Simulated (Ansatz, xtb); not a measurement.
**Two isomers of C2H7GeN**

Structure a: `N/C=[CH]/[GeH3]`, a singlet. Structure b: `N/C=[CH]\[GeH3]`, a singlet. Both are isolated molecules in the gas phase, relaxed with B3LYP-D3(BJ)/def2-SVP; the shapes shown needn't be the lowest conformers.

a (Å):

```
atom    x (Å)    y (Å)    z (Å)
   C  -0.1796  -1.5049   1.5078
   C  -1.0436  -0.5455   1.1094
  Ge  -0.7613   0.4952  -0.4896
   N  -0.3181  -2.3512   2.5847
   H   0.5196  -2.7753   2.9633
   H  -1.0209  -2.1204   3.2783
   H   0.7264  -1.7024   0.9208
   H  -1.9435  -0.3627   1.7105
   H   0.5817   0.0624  -1.1220
   H  -0.7003   2.0122  -0.1872
   H  -1.8870   0.2874  -1.5320
```

b (Å):

```xyz
11

C    -1.0912   -1.3257    2.0239
C    -1.4837   -0.5030    1.0252
Ge   -0.3753    0.0886   -0.4440
N     0.1232   -1.9589    2.1697
H     0.8993   -1.6240    1.6076
H     0.3863   -2.2461    3.1041
H    -1.8046   -1.5851    2.8169
H    -2.5168   -0.1476    1.0571
H    -0.5467   -0.7716   -1.7188
H     1.1219    0.0103   -0.0446
H    -0.7028    1.5520   -0.8111
```

Quicker runs give these differences E(b) − E(a): GFN2-xTB −0.37 kcal/mol; HF/STO-3G +0.93 kcal/mol (at GFN2-xTB geometries); r2SCAN-D4/def2-SVP −0.39 kcal/mol (at GFN2-xTB geometries).

Task: Estimate which is lower in electronic energy at CCSD(T)/def2-SVP + ΔMP2/def2-TZVPP, and by roughly how much.

Result: Too close to call at this level: CCSD(T)/def2-SVP + ΔMP2/def2-TZVPP gives E(b) − E(a) = +0.18 kcal/mol.

The same difference at several levels:

| level | geometry | E(b) − E(a) (kcal/mol) | departure from the last row (kcal/mol) | job, with rough time for the two |
| --- | --- | --- | --- | --- |
| GFN2-xTB | GFN2-xTB | −0.37 | −0.55 | optimisation, 0.15 s |
| HF/STO-3G | GFN2-xTB | +0.93 | +0.75 | single point, 0.31 s |
| r2SCAN-D4/def2-SVP | GFN2-xTB | −0.39 | −0.57 | single point, 2.6 s |
| B3LYP-D3(BJ)/def2-SVP | B3LYP-D3(BJ)/def2-SVP | +0.30 | +0.12 | optimisation, 63 s |
| HF/def2-SVP | B3LYP-D3(BJ)/def2-SVP | +1.15 | +0.97 | part of the CCSD(T) run |
| MP2/def2-SVP | B3LYP-D3(BJ)/def2-SVP | +0.74 | +0.56 | part of the CCSD(T) run |
| CCSD(T)/def2-SVP | B3LYP-D3(BJ)/def2-SVP | +0.61 | +0.43 | single point |
| CCSD(T)/def2-SVP + ΔMP2/def2-TZVPP | B3LYP-D3(BJ)/def2-SVP | +0.18 |  | single point, 20 s |

As drawn, both hold the same kinds of bond in the same numbers.

The largest departure from CCSD(T)/def2-SVP + ΔMP2/def2-TZVPP is that of HF/def2-SVP, 0.97 kcal/mol. The last row adds to CCSD(T) the change of the MP2 difference between the two basis sets, here −0.43 kcal/mol.

With harmonic frequencies from B3LYP-D3(BJ)/def2-SVP (ideal gas, rigid rotor, one conformer each, 298.15 K, 1 atm): the zero-point term adds +0.12 kcal/mol; ΔH is +0.23 and ΔG +0.16 kcal/mol.

The correlated steps freeze 12 core orbitals; the filled d shell of Ge is correlated, in a basis made for valence electrons. Programs: Ansatz 0.2.0, xtb 6.7.1; the last row on 2 threads of AMD EPYC 9R45 96-Core Processor (Zen 5) on a shared host.

The two structures are the trans (a) and cis (b) forms of a germyl-substituted enamine, and they are practically isoenergetic. Both keep the nitrogen lone pair in conjugation with the C=C bond, so the balance rests on weak through-space effects. In the cis form, crowding is probably offset by the long C–Ge bond, which holds the germyl group away, and by electrostatic attraction between an N–H hydrogen and a hydridic Ge–H hydrogen that face each other.

Correlation favours the more compact cis form: in the same basis the gap falls from +1.15 kcal/mol with HF to +0.61 with CCSD(T), which suggests a dispersion contribution. The larger basis lowers it further, the opposite of what would be expected if basis-set superposition were artificially stabilising the cis contact.

Neither the electronic energies nor ΔG of +0.16 kcal/mol supports a definite preference. Near-equal energies do not imply easy interconversion, since rotation about the C=C bond disrupts its π bond and no barrier was computed.
